No row shows a sudden break, but one leaves the simplest curve by clearly more than rounding. At 3 % biaxial stretch the c axis of MgNiH is 0.05 to 0.08 % longer than a line and a square term, fitted to the smaller strains, predict. The likely reason is a bend that grows with the strain: the crystal stiffens along c as c shortens, and the stretched plane probably pulls on c less strongly. The shear rows show no such miss, and symmetry helps to explain why they stay so regular.

MgNiH (P4/mmm, 3 atoms per cell, a = 3.067, c = 3.214 Å) under strain, atoms relaxed within the symmetry. Ansatz 0.2.0, PBEsol, plane-wave PAW, scalar-relativistic, no spin polarisation, cutoff 420 eV, k mesh 14×14×14, Gaussian smearing of 0.1 eV. Changes are relative to the unstrained crystal, with energies extrapolated to zero smearing.

| strain kind | strain (%) | cell freedom | energy change (meV/atom) | c change (%) |
| --- | --- | --- | --- | --- |
| biaxial ab | -3 | length and tilt of c free | 8.5 | 2.00 |
| biaxial ab | -2 | length and tilt of c free | 3.8 | 1.29 |
| biaxial ab | -1 | length and tilt of c free | 0.9 | 0.61 |
| biaxial ab | 1 | length and tilt of c free | 0.9 | -0.58 |
| biaxial ab | 2 | length and tilt of c free | 3.5 | -1.09 |
| biaxial ab | 3 | length and tilt of c free | 7.8 | -1.49 |
| shear ca | 1 | cell held, c moved along a by strain times its height | 0.2 | 0.00 |
| shear ca | 2 | cell held, c moved along a by strain times its height | 0.9 | 0.02 |
| shear ca | 3 | cell held, c moved along a by strain times its height | 2.0 | 0.04 |
| shear ca | 4 | cell held, c moved along a by strain times its height | 3.6 | 0.08 |
| shear ca | 6 | cell held, c moved along a by strain times its height | 8.0 | 0.18 |

**The pattern to compare with.** In the biaxial rows the strain $s$ is forced on both a and b, while c adjusts until no stress is left along it. This is the situation of a thin film clamped to a substrate. For small strains, the stress along c is $2C_{13}s + C_{33}e$, where $e$ is the relative change of c. The constant $C_{33}$ is the stiffness along c, and $C_{13}$ tells how strongly an in-plane strain pushes or pulls on c. Setting the stress to zero gives

$$e = -r\,s, \qquad r = \frac{2C_{13}}{C_{33}} .$$

The rows at ±1 and ±2 % give $r \approx 0.6$. A crystal that kept its volume would need $r = 2$, because c would have to make up for two stretched axes. MgNiH makes up for less than a third of that, so its volume grows by 1.41 % at 1 % stretch. The simple pattern is therefore a c axis that gives way by 0.6 % for each per cent in the plane.

**From -3 to -1 %.** Here the plane is squeezed and c grows, by more than the simple ratio allows. Between -3 and -2 % it changes by 0.71 % for one per cent of strain. Across the unstrained crystal the figure is about 0.6. The response thus fades steadily, with no jump from one row to the next.

The structure suggests why. Along c run straight chains in which nickel and hydrogen alternate, with hydrogen halfway between two nickel atoms. Each Ni–H distance is therefore half of c and must follow every change of c. When the plane is squeezed the chain lengthens, and a lengthened contact is usually softer. A smaller $C_{33}$ means a larger $r$, and c moves more readily. The chain can hardly do it alone, though. From the most squeezed step to the most stretched one the response falls from 0.71 to 0.40, while c shortens by only about 3 %. $C_{33}$ would have to grow by about three quarters, which is more than a bond usually stiffens over so small a change. Probably $C_{13}$ falls as well, because the slanting Mg–Ni contacts, which help to pass strain from the plane to c, lengthen as the plane is stretched. The runs do not separate the two constants, so their shares remain open.

**From +1 to +2 %.** Now the plane is stretched and the chain is pressed together. The same reasoning works in reverse: a shortened contact stiffens, $r$ falls, and c contracts less for each further per cent. Between +1 and +2 % it gives up only 0.51 %. One smooth bend therefore joins the compressed and the stretched rows, and the next simplest description adds a square term to the straight line.

**The row at +3 %.** The line and its square term were fitted to the four rows at ±1 and ±2 %, so both outer rows test it. With $s$ and the change of c in per cent, the forecast for +3 % is

$$-0.595\times 3 + 0.0244\times 3^2 = -1.785 + 0.220 \approx -1.57 .$$

The calculation gives -1.49 %. The c axis is thus about 0.08 % longer than forecast, or 0.002 Å. That is minute as a length, but well beyond the rounding of the table. At -3 % the same curve agrees with the table to the last printed digit.

This contrast between the two ends should not be pressed too far. If the curve is allowed a small shift of its zero, the miss at +3 % shrinks to 0.05 %, and one of 0.03 % in the opposite direction appears at -3 %. Cell lengths worked out from the unrounded volumes of the runs leave both misses nearly unchanged, so neither is an effect of rounding. Higher powers of the strain can also cancel on one side and add up on the other. The safe reading is that the stretched end needs more than a square term.

The stress in the plane shows a matching change. Its slope against strain falls from 161 GPa at the compressed end to 133 GPa between +1 and +2 %, then rises to 137 GPa in the last step. In the simple picture this slope is $C_{11}+C_{12}-C_{13}r$, where the first two constants describe the plane itself. The last term is the relief that the plane gains when c contracts. As c yields less, the relief shrinks, which can make the plane feel stiffer in the last step. Up to +2 % the slope falls although c yields less and less there too, so a softening of the stretched plane itself probably outweighs the effect in those steps.

The miss at +3 % needs no new event in the electrons of this metal. If a term in the cube of the strain is added and all six rows are fitted, the curve passes close to every one of them, the row at +3 % included. The miss can thus be read as the next stage of the same bend. With so few rows a weak kink cannot be excluded, but nothing in the table calls for one. A magnetic moment appearing on stretching could make a kink. These calculations have no spin polarisation, so such a kink could not show up in them. The k mesh and the cutoff were not varied either, so part of so small a miss could come from the settings.

**Why the energy hides the miss.** To the rounding of the table, the energy change is the same at -1 and +1 %, and at ±3 % compression costs only 0.7 meV/atom more than stretch. A square and a cubic term, fitted to all six biaxial rows, reproduce the energies to within 0.07 meV/atom. One reason why the row at +3 % does not stand out is that c has settled at the minimum of the energy. Near a minimum, a small shift in length changes the energy only by the square of that shift. With a rough stiffness of 200 GPa along c, moving c to its forecast length would cost only a few thousandths of a meV per atom. A kink in a relaxed structure should therefore be sought in lengths and stresses before energies.

**The shear rows.** In the lower part of the table the top of the cell slides along a. The energy rises from 0.2 to 8.0 meV/atom between 1 and 6 %, close to the factor of 36 expected from the square of the strain once rounding is allowed for. The stress of the 1 % row gives a shear stiffness of 71 GPa. This value alone, without any fit to the energies, reproduces every shear energy to within the rounding.

The reason is a mirror plane. Sliding the top to the left gives the mirror image of sliding it to the right, so both must cost the same energy. Terms with odd powers of the strain are then forbidden, and the first correction to the parabola is of fourth power. Symmetry does not fix the size of that correction, but the runs show it to be small: even at 6 % the ratio of stress to strain has fallen by only 0.8 %. Under biaxial strain the odd powers are allowed, because a squeezed plane is not the mirror image of a stretched one.

The atoms add no irregularity of their own. Each sits on a centre of inversion, which the shear preserves, so no atom has a reason to move within the cell. The small growth of c, 0.18 % at 6 % shear, is pure geometry: a slanted edge of the same height is longer, by the factor $\sqrt{1+s^2}$. A break under shear would be expected at larger strain, or if the crystal gained from a distortion that these cells, with one formula unit and fixed symmetry, do not allow.

Carbon dioxide shows the same division in a simpler system. Bending the molecule up or down costs the same energy, whereas lengthening its bonds and shortening them by the same amount do not. The comparison covers only this rule of signs.

**A neighbouring series.** The rule also tells what to look for if c were stretched and squeezed while a and b were left free. Stretch and compression would again be different states, so the response could bend from the first correction onwards. Sliding a along b would behave like the shear seen here, with equal energies for both directions. One should therefore ask first whether reversing the strain gives a mirror image, and only then how stiff the bonds are.

For a clamped film, the ratio 0.6 serves well for strains of about one per cent. At 3 % it misplaces c by 0.2 % of its length under compression and by 0.3 % under stretch. The square term removes nearly all of the first error and about three quarters of the second. The printed analysis that follows lists the comparison row by row.

The analysis program printed:

```
fit of c_change on 4 rows (bi & (abs(strain) < 2.5)): coefficient of sb -0.595 +/- 0.0031, coefficient of sb**2 0.02441 +/- 0.0017; rms 0.00686, worst biaxial ab 0.00941, leave-one-out rms 0.015
  rows outside the fit (model, value, miss): biaxial ab 2.005, 2, 0.00471; biaxial ab -1.565, -1.49, -0.0753; shear ca 0, 0, 0; shear ca 0, 0.02, -0.02; shear ca 0, 0.04, -0.04; shear ca 0, 0.08, -0.08; shear ca 0, 0.18, -0.18
Rows against the smooth model:
         row  strain %  model c change %  c less model %  c slope from row above  stress over strain GPa  stress slope from row above GPa  model energy meV/atom
  biaxial ab        -3             2.005       -0.004706                     n/a                   153.1                              n/a                  8.522
  biaxial ab        -2             1.288        0.002353                   -0.71                   149.1                            161.3                  3.734
  biaxial ab        -1            0.6194       -0.009412                   -0.68                   146.2                            151.9                   0.92
  biaxial ab         1           -0.5706       -0.009412                  -0.595                   135.2                            140.7                 0.8932
  biaxial ab         2            -1.092        0.002353                   -0.51                   134.3                            133.4                  3.519
  biaxial ab         3            -1.565         0.07529                    -0.4                   135.3                            137.4                  7.798
    shear ca         1             0.005          -0.005                       0                   70.66                            70.66                 0.2222
    shear ca         2              0.02           2e-06                    0.02                    70.6                            70.54                 0.8888
    shear ca         3           0.04499        -0.00499                    0.02                   70.52                            70.35                      2
    shear ca         4           0.07997       3.197e-05                    0.04                   70.39                            70.03                  3.555
    shear ca         6            0.1798       0.0001617                    0.05                   70.09                            69.47                  7.999
c less curve with free offset at +3 %, in % of c: 0.05333
c less curve with free offset at -3 %, in % of c: -0.02667
Miss of the smooth curve at +3 %, in angstrom: 0.00242
c slope that the smooth curve expects from +2 to +3 %: -0.4729
Ratio of logarithmic strains c to a at -3 %: -0.6501
Ratio of logarithmic strains c to a at +3 %: -0.5079
Energy at -3 % less energy at +3 %, meV/atom: 0.7
Largest energy misfit of the biaxial rows, meV/atom: 0.06616
Largest energy misfit of the shear rows, meV/atom: 0.04484
Fall of shear stress over strain from 1 to 6 %, in %: 0.8169
Rough energy cost of the miss in c at +3 %, meV/atom: 0.003715
Rough error of c from leftover stress at +3 %, in % of c: 0.004108
```
